\section*{Low-temperature power laws of acoustic-phonon-assisted jumps: H in bcc Nb}

A hydrogen atom on an interstitial site displaces the host atoms around it, and a jump to the next site has to carry this distortion along. We derive the golden-rule rate of such a small-polaron jump, expand it in the number of phonons exchanged, and find which power of $T$ governs the total rate.

\subsection*{Premises and conventions}

(i) Two sites $a,b$, one hydrogen state on each; the local H vibrations (typically near 0.1 eV) stay in their ground state and follow the lattice. (ii) Harmonic host phonons, coupled linearly to the site occupation. (iii) A constant tunnelling matrix element $J$ (Condon approximation), treated to second order. (iv) No conduction electrons; their effect is sized at the end. Then
\begin{equation}
H=\sum_q\hbar\omega_q b_q^\dagger b_q+\sum_{i=a,b}|i\rangle\langle i|\Big[\epsilon_i+\sum_q(g_{iq}b_q+g_{iq}^*b_q^\dagger)\Big]+J\big(|a\rangle\langle b|+|b\rangle\langle a|\big),
\end{equation}
with $q$ standing for wave vector and branch. We write $n(\omega)=1/(e^{\omega/\theta}-1)$ and $\theta=k_BT/\hbar$.

\subsection*{Step 1: generating function}

With $\lambda_{iq}=g_{iq}/\hbar\omega_q$, completing the square gives $\hbar\omega_q(b_q^\dagger+\lambda_{iq})(b_q+\lambda_{iq}^*)-\hbar\omega_q|\lambda_{iq}|^2$. Each site carries displaced oscillators and a relaxed energy $E_i=\epsilon_i-\sum_q\hbar\omega_q|\lambda_{iq}|^2$; the gap is $D=E_b-E_a$. In the displaced basis the hop is $J|b\rangle\langle a|e^{Y}$ up to a constant phase, with $Y=\sum_q(\mu_qb_q-\mu_q^*b_q^\dagger)$ and $|\mu_q|=|\lambda_{aq}-\lambda_{bq}|$. The Huang--Rhys density is
\begin{equation}
S(\omega)=\sum_q|\mu_q|^2\delta(\omega-\omega_q),\qquad S_0=\int_0^\infty S\,d\omega .
\end{equation}
The exponent $s$ is defined by $S\propto\omega^{s-2}$ at low frequency, so that the spectral density $\omega^2S$ goes as $\omega^s$. Writing the energy delta function of the golden rule as a time integral gives
\begin{equation}
\Gamma_{a\to b}=\frac{J^2}{\hbar^2}\int_{-\infty}^{\infty}dt\,e^{-iDt/\hbar}\langle e^{-Y(t)}e^{Y(0)}\rangle .
\end{equation}
Since $[Y(t),Y(0)]$ is a number, $e^{-Y(t)}e^{Y}=e^{Y-Y(t)}e^{-[Y(t),Y]/2}$, and for an operator $Z$ linear in $b,b^\dagger$ the thermal average is $\langle e^Z\rangle=e^{\langle Z^2\rangle/2}$. The exponents add to $\langle Y^2\rangle-\langle Y(t)Y(0)\rangle=G(t)-G(0)$, where
\begin{equation}
G(t)=\int_0^\infty d\omega\,S(\omega)\big[(n+1)e^{-i\omega t}+n\,e^{i\omega t}\big].
\end{equation}
For $s>2$ the weight $Sn\propto\omega^{s-3}$ is integrable, so $G(0)$ is finite and $G(t\to\infty)=0$. The constant $e^{-G(0)}$ left at long times gives a zero-phonon line $\propto\delta(D)$. It describes coherent tunnelling with the dressed element $J_T=Je^{-G(0)/2}$, and it drops out when $|D|\gg2J_T$. Below, ``$D\to0$'' always means $2J_T\ll|D|\ll k_BT$.

After subtracting the constant, the integrand is analytic for $-1/\theta<\mathrm{Im}\,t<0$. Put $t=\tau-i/2\theta$ and use $(n+1)e^{-\omega/2\theta}=n\,e^{\omega/2\theta}=1/[2\sinh(\omega/2\theta)]$:
\begin{equation}
\Gamma_{a\to b}=e^{-D/2k_BT}\,\bar\Gamma,\qquad \bar\Gamma=\frac{J_T^2}{\hbar^2}\int_{-\infty}^\infty d\tau\cos\frac{D\tau}{\hbar}\big[e^{\Phi(\tau)}-1\big],\qquad \Phi(\tau)=\int_0^\infty d\omega\,\frac{S(\omega)\cos\omega\tau}{\sinh(\omega/2\theta)} .
\label{eq:master}
\end{equation}
$\bar\Gamma$ is even in $D$, so detailed balance holds and $\bar\Gamma$ is the geometric mean of the uphill and downhill rates. The term $\Phi^p/p!$ is the $p$-phonon channel.

\subsection*{Step 2: the exponent $s$ from the force pattern}

Let H at $\mathbf R_i$ exert forces $\mathbf F_m$ (Kanzaki forces, summing to zero) on host atoms at $\mathbf R_i+\mathbf r_m$. The coupling is $-\sum_m\mathbf F_m\cdot\mathbf u_m$, with $\mathbf u=\sum_q(\hbar/2\rho V\omega_q)^{1/2}\mathbf e_q(b_qe^{i\mathbf q\cdot\mathbf r}+\mathrm{h.c.})$, density $\rho$, volume $V$ and real polarisations at long wavelength. Expanding $e^{i\mathbf q\cdot\mathbf r_m}$,
\begin{equation}
g_{iq}=-\sqrt{\frac{\hbar}{2\rho V\omega_q}}\,e^{i\mathbf q\cdot\mathbf R_i}\Big[iP^{(i)}_{jk}e_jq_k-\tfrac12Q^{(i)}_{jkl}e_jq_kq_l+\dots\Big],
\end{equation}
with the elastic dipole $P_{jk}=\sum_mF_{mj}r_{mk}$ and $Q_{jkl}=\sum_mF_{mj}r_{mk}r_{ml}$. Take $\mathbf R_{a,b}=\mp\mathbf d/2$, $\Delta X=X^{(a)}-X^{(b)}$ and $\bar P$ the mean dipole. The difference $g_{aq}-g_{bq}$ contains
\begin{equation}
i\,\Delta P_{jk}e_jq_k+\Big[\bar P_{jk}e_jq_k\,(\mathbf q\cdot\mathbf d)-\tfrac12\Delta Q_{jkl}e_jq_kq_l\Big]+O(q^3).
\end{equation}
If the leading term is $M_\nu(\hat{\mathbf q})\,q^{\ell}$ for branch $\nu$ with $\omega=c_\nu q$, then $\sum_q\to V\sum_\nu\int q^2dq\,d\Omega/(2\pi)^3$ gives, for an isotropic medium,
\begin{equation}
S(\omega)=\frac{\omega^{2\ell-1}}{4\pi^2\rho\hbar}\sum_\nu\frac{\langle|M_\nu|^2\rangle}{c_\nu^{2\ell+3}},
\label{eq:Sl}
\end{equation}
with $\langle\,\rangle$ the average over directions, so $s=2\ell+1$. Unequal dipoles give $\ell=1$, $s=3$, $S=A\omega$. Equal dipoles give $\ell=2$, $s=5$, $S=B\omega^3$. What matters is equality of the tensors in the crystal frame. Two sites related by a rotation or mirror have equal energy, yet their dipoles can differ.

This is the case for tetrahedral sites in bcc Nb. In units of the lattice constant $a_L$, site $a=(\frac12,\frac14,0)$ has its tetragonal axis along $y$, and its neighbour $b=(\frac12,0,\frac14)$, at $d=a_L/2\sqrt2$, along $z$. If $\delta$ is the axial minus the transverse component of the dipole, $\Delta P=\delta\,\mathrm{diag}(0,1,-1)$. For this traceless tensor $\langle|\Delta P\hat{\mathbf q}|^2\rangle=2\delta^2/3$; the longitudinal part is $\langle(\hat{\mathbf q}\Delta P\hat{\mathbf q})^2\rangle=4\delta^2/15$, and the two transverse branches take the remaining $2\delta^2/5$:
\begin{equation}
A=\frac{\delta^2}{4\pi^2\rho\hbar}\Big[\frac{4}{15c_L^5}+\frac{2}{5c_T^5}\Big].
\end{equation}

For $B$ take an isotropic dipole $P\delta_{jk}$. The site lacks inversion symmetry, so $Q\neq0$, and a force model is needed. Assume radial forces $\mathbf F=f_1\mathbf r$ on the first shell, $(\pm\frac12,-\frac14,0)$ and $(0,\frac14,\pm\frac12)$ around $a$, and $f_2\mathbf r$ on the second, $(\pm\frac12,\frac34,0)$ and $(0,-\frac34,\pm\frac12)$. Then $P_{xx}=P_{zz}=(f_1+f_2)a_L^2/2$ and $P_{yy}=(f_1+9f_2)a_L^2/4$. Isotropy requires $f_2=f_1/7$ and gives $P=4f_1a_L^2/7$. The cubic form is $Q_{jkl}q_jq_kq_l=3Q\,q_y(q_z^2-q_x^2)$ with $Q=(3f_1/8-9f_2/8)a_L^3/3=f_1a_L^3/14=Pa_L/8$. Site $b$ follows from $y\leftrightarrow z$. Since $Q_{jkl}$ is symmetric, $\frac12\Delta Q_{jkl}q_kq_l=\frac Q2\partial_jw$ with $w=(q_z-q_y)(q_yq_z+q_x^2)$, a harmonic polynomial of degree 3 with $\langle w^2\rangle=8/105$. On the unit sphere its radial gradient is $3w$ and its tangential gradient has mean square $12\langle w^2\rangle$, which gives $6Q^2/35$ (longitudinal) and $8Q^2/35$ (transverse). The term $P(\mathbf e\cdot\hat{\mathbf q})(\hat{\mathbf q}\cdot\mathbf d)$ is longitudinal with mean square $P^2d^2/3=P^2a_L^2/24$, and its product with $w$ averages to zero (degrees 1 and 3). Hence
\begin{equation}
B=\frac{P^2d^2}{12\pi^2\rho\hbar c_L^7}\Big[1+\frac{9}{140}+\frac{3}{35}\Big(\frac{c_L}{c_T}\Big)^7\Big].
\end{equation}
For small $\delta$, $S=A\omega+B\omega^3$; products of $\Delta P$ with the $q^3$ terms change $B$ by a relative amount of order $\delta d/Q$.

\subsection*{Step 3: one and two phonons}

The term linear in $\Phi$ uses $\int d\tau\cos(D\tau/\hbar)\cos\omega\tau=\pi\delta(\omega-|D|/\hbar)$. For an uphill jump, $D>0$,
\begin{equation}
\Gamma^{(1)}_{a\to b}=\frac{2\pi J_T^2}{\hbar^2}S(D/\hbar)\,n(D/\hbar)\propto D^{s-2}n,
\end{equation}
and $n\to n+1$ downhill. For $k_BT\ll D$ the uphill rate is activated over $D$ and the downhill rate is constant. For $D\ll k_BT$, $n\simeq k_BT/D$ and the rate goes as $D^{s-3}T$: it vanishes as $D^2T$ for $s=5$ but tends to a finite value, linear in $T$, for $s=3$.

The quadratic term at $D\to0$ follows from Parseval's theorem, $\int\Phi^2d\tau=\pi\int S^2/\sinh^2(\omega/2\theta)\,d\omega$, and $n(n+1)=1/[4\sinh^2(\omega/2\theta)]$:
\begin{equation}
\bar\Gamma^{(2)}=\frac{2\pi J_T^2}{\hbar^2}\int_0^\infty S^2\,n(n+1)\,d\omega .
\end{equation}
One thermal phonon is absorbed and one of equal frequency emitted. With $x=\omega/\theta$, $n(n+1)=\sum_{k\ge1}ke^{-kx}$, so $\int_0^\infty x^mn(n+1)dx=m!\,\zeta(m)$. For $S=C\omega^{s-2}$, $m=2s-4$ and
\begin{equation}
\bar\Gamma^{(2)}=\frac{2\pi J_T^2}{\hbar^2}C^2(2s-4)!\,\zeta(2s-4)\,\theta^{2s-3}.
\end{equation}
The channel scales as $T^3$ for $s=3$ and as $T^7$ for $s=5$, the latter being the law of Flynn and Stoneham (1970). With $\alpha_3=A\theta^2$ and $\alpha_5=B\theta^4$, both channels together read
\begin{equation}
\bar\Gamma=\frac{2\pi J_T^2}{\hbar^2\theta}\Big[\alpha_3+\alpha_5\Big(\frac{D}{k_BT}\Big)^2+\frac{\pi^2}{3}\alpha_3^2+\frac{8\pi^4}{15}\alpha_3\alpha_5+\frac{16\pi^6}{21}\alpha_5^2\Big],
\label{eq:five}
\end{equation}
with terms going as $T$, $D^2T$, $T^3$, $T^5$ and $T^7$ at fixed $J_T$.

\subsection*{Step 4: which law the total rate follows}

For $s=3$ all channels can be summed. The integral $\int_0^\infty x\cos(\kappa x)/\sinh x\,dx=(\pi^2/4)\,\mathrm{sech}^2(\pi\kappa/2)$ gives $\Phi=y\,\mathrm{sech}^2(\pi\theta\tau)$ with $y=\pi^2\alpha_3$. The dressing factor is $G(0)=S_0+2A\int\omega n\,d\omega=S_0+y/3$. With $J_0=Je^{-S_0/2}$ and $\int\mathrm{sech}^{2p}u\,du=2,\frac43,\frac{16}{15}$ for $p=1,2,3$,
\begin{equation}
\bar\Gamma=\frac{J_0^2}{\pi\hbar^2\theta}e^{-y/3}\Big[2y+\frac23y^2+\frac{8}{45}y^3+\dots\Big]=\frac{2\pi J_0^2A\theta}{\hbar^2}\Big[1+\frac{y^2}{30}+\dots\Big].
\end{equation}
The $T^3$ channel is cancelled at its own order by the thermal decrease of $J_T^2$ acting on the one-phonon term. It exceeds the one-phonon channel only for $y>3$, where the three-phonon channel is already $4y/15=0.8$ of it. The total rate for unequal dipoles is therefore linear in $T$, and $T^3$ is the law of one channel only. For $s=5$, two $\tau$ derivatives give $\Phi=\pi^4\alpha_5(6\,\mathrm{sech}^4-4\,\mathrm{sech}^2)$, whose integral vanishes. The one-phonon term is then only $D^2T$, and $T^7$ leads once $(D/k_BT)^2<16\pi^6\alpha_5/21$.

\subsection*{Step 5: multiphonon activation}

The expansion needs $\Phi(0)\ll1$. With a sharp cutoff at $\omega_D=k_B\Theta/\hbar$, $\Phi(0)=2\pi^2S_0(T/\Theta)^2$ for $s=3$ and $8\pi^4S_0(T/\Theta)^4$ for $s=5$, which reach unity at $0.225\,\Theta S_0^{-1/2}$ and $0.189\,\Theta S_0^{-1/4}$. These are lower estimates, since the cutoff removes part of the integral. For $\Phi(0)\gg1$ only short times count. Expanding $\cos\omega\tau$ to second order and using $\coth z-1/\sinh z=\tanh(z/2)$, at $D=0$,
\begin{equation}
\bar\Gamma=\frac{J^2}{\hbar^2}\Big[\frac{2\pi}{\int S\omega^2/\sinh(\omega/2\theta)\,d\omega}\Big]^{1/2}e^{-\int S\tanh(\omega/4\theta)d\omega}\;\to\;\frac{J^2}{\hbar}\sqrt{\frac{\pi}{4E_ak_BT}}\,e^{-E_a/k_BT},
\end{equation}
where $E_a=\frac14\int\hbar\omega S\,d\omega$ and the limit linearises $\tanh$ and $\sinh$. At $T=\Theta/2$ the highest mode has $\tanh(z)/z=0.92$ at $z=\frac12$, so the Arrhenius form sets in near that temperature if $\Phi(0)\gg1$.

\subsection*{Range of validity}

(a) $2J_T\ll|D|\ll k_BT$, with corrections of order $(2J_T/D)^2$ and $(D/k_BT)^2/24$. (b) $\Phi(0)\ll1$. (c) Thermal phonons inside the power-law part of $S$. The $T^7$ integrand peaks at $\hbar\omega=5.97\,k_BT$; a cutoff at $\Theta$ keeps the fraction 0.87 of it at $T=\Theta/10$ and 0.25 at $\Theta/5$, against 0.998 and 0.92 for $T^3$. The moment expansion also needs $qr_m\lesssim1$. (d) Linear coupling and constant $J$. (e) No gapless electrons. Electron--hole pairs act as a bath with $S=2K/\omega$ ($s=1$, Kondo's coupling constant $K$). Integrating the $\mathrm{sech}^2$ result twice gives $\Phi(0)-\Phi(\tau)=2K\ln\cosh\pi\theta\tau$, so the zero-phonon line decays as $e^{-\gamma|\tau|}$ with $\gamma=2\pi K\theta$. With the remaining constant absorbed in $J_T$, small $K$ gives
\begin{equation}
\bar\Gamma_{\rm el}\simeq\frac{J_T^2}{\hbar^2}\,\frac{2\gamma}{\gamma^2+(D/\hbar)^2}.
\end{equation}

\subsection*{Illustration: H in Nb at 10 K}

The compiled room-temperature elastic constants (Blaschke) are $C_{11}=246.5$, $C_{12}=134.5$, $C_{44}=28.73$ GPa, used here without temperature correction. Typical inputs: $a_L\approx3.30$ \AA, atomic mass 92.906 u, relaxation volume $\Delta V\approx0.17\,\Omega$ with $\Omega=a_L^3/2$, and, for H trapped at an O impurity, $J_T\approx0.1$ meV and $K\approx0.055$. The dipole is typically found close to isotropic; $\delta=0.1$ eV and $D=0.5$ meV are assumed for illustration. Intermediate values are carried unrounded.

The density is 8.59 g/cm$^3$. The bulk modulus is $K_b=(C_{11}+2C_{12})/3=171.8$ GPa and the Voigt shear modulus $G_V=(C_{11}-C_{12}+3C_{44})/5=39.6$ GPa. Then $c_L=[(K_b+4G_V/3)/\rho]^{1/2}=5.12$ km/s and $c_T=(G_V/\rho)^{1/2}=2.15$ km/s. With $3c_D^{-3}=c_L^{-3}+2c_T^{-3}$, $\Theta=\hbar c_D(6\pi^2/\Omega)^{1/3}/k_B=276$ K. Further, $P=K_b\Delta V=3.28$ eV, $d=1.17$ \AA, $(c_L/c_T)^7=434$, and the bracket in $B$ is 38: the transverse coupling through $Q$ dominates. This gives $A=6.3\times10^{-29}$ s$^2$ and $B=1.5\times10^{-53}$ s$^4$, with $\delta d/Q=0.09$.

At 10 K, just above the superconducting transition (typically 9.2 K), $k_BT=0.86$ meV, $D/k_BT=0.58$, $\alpha_3=1.1\times10^{-4}$, $\alpha_5=4.3\times10^{-5}$, and the prefactor of Eq.~(\ref{eq:five}) is $1.1\times10^{11}$ s$^{-1}$.

\begin{center}
\begin{tabular}{lcc}
channel & law & $\bar\Gamma$ (s$^{-1}$)\\ \hline
one phonon, $A$ & $T$ & $1.2\times10^{7}$\\
one phonon, $B$ & $D^2T$ & $1.6\times10^{6}$\\
two phonons, $A^2$ & $T^3$ & $4.3\times10^{3}$\\
two phonons, $AB$ & $T^5$ & $2.7\times10^{4}$\\
two phonons, $B^2$ & $T^7$ & $1.5\times10^{5}$\\
\end{tabular}
\end{center}

The sum is $1.4\times10^7$ s$^{-1}$. The neglected corrections are $(2J_T/D)^2=0.16$ and $(D/k_BT)^2/24=0.014$. The Reuss shear modulus, $5(C_{11}-C_{12})C_{44}/[4C_{44}+3(C_{11}-C_{12})]=35.7$ GPa, would raise $c_T^{-5}$ by a factor 1.3 and $c_T^{-14}$, which sets the $T^7$ term, by 2.1. The entries carry factors of that size, and those with $B$ depend on the assumed force model as well.

At 10 K the $T^7$ term beats the linear term only for $\delta<11$ meV. Extrapolating the power laws, it overtakes the $D^2T$ term at 15 K and the linear term at 21 K, while $2\pi^4\alpha_5=1$ is reached at 33 K, or $0.12\,\Theta$. A transverse phonon of energy $6k_BT$ already has $qr=1.1$ on the second shell ($r=\sqrt{13}\,a_L/4$) at 10 K, so inside that window $S$ is no longer a pure cube and a clean seventh power is not expected; all three temperatures are rough.

The electron term has $\hbar\gamma=0.30$ meV and $\bar\Gamma_{\rm el}=2.7\times10^{10}$ s$^{-1}$ (the Lorentzian form is good to about 2\% here), which is $1.9\times10^3$ times the phonon sum. The value $1.4\times10^7$ s$^{-1}$ is thus the phonon-only model's. Trapped H in normal-conducting Nb typically jumps at $10^{10}$--$10^{11}$ s$^{-1}$ near this temperature, so that model falls short by three to four orders of magnitude; since $J_T$ and $K$ are typical values drawn from such behaviour, the electron estimate is no independent test. The phonon laws can lead only where electron--hole pairs are frozen out, well below the superconducting transition or in an insulating host, and there the one-phonon terms govern the lowest temperatures.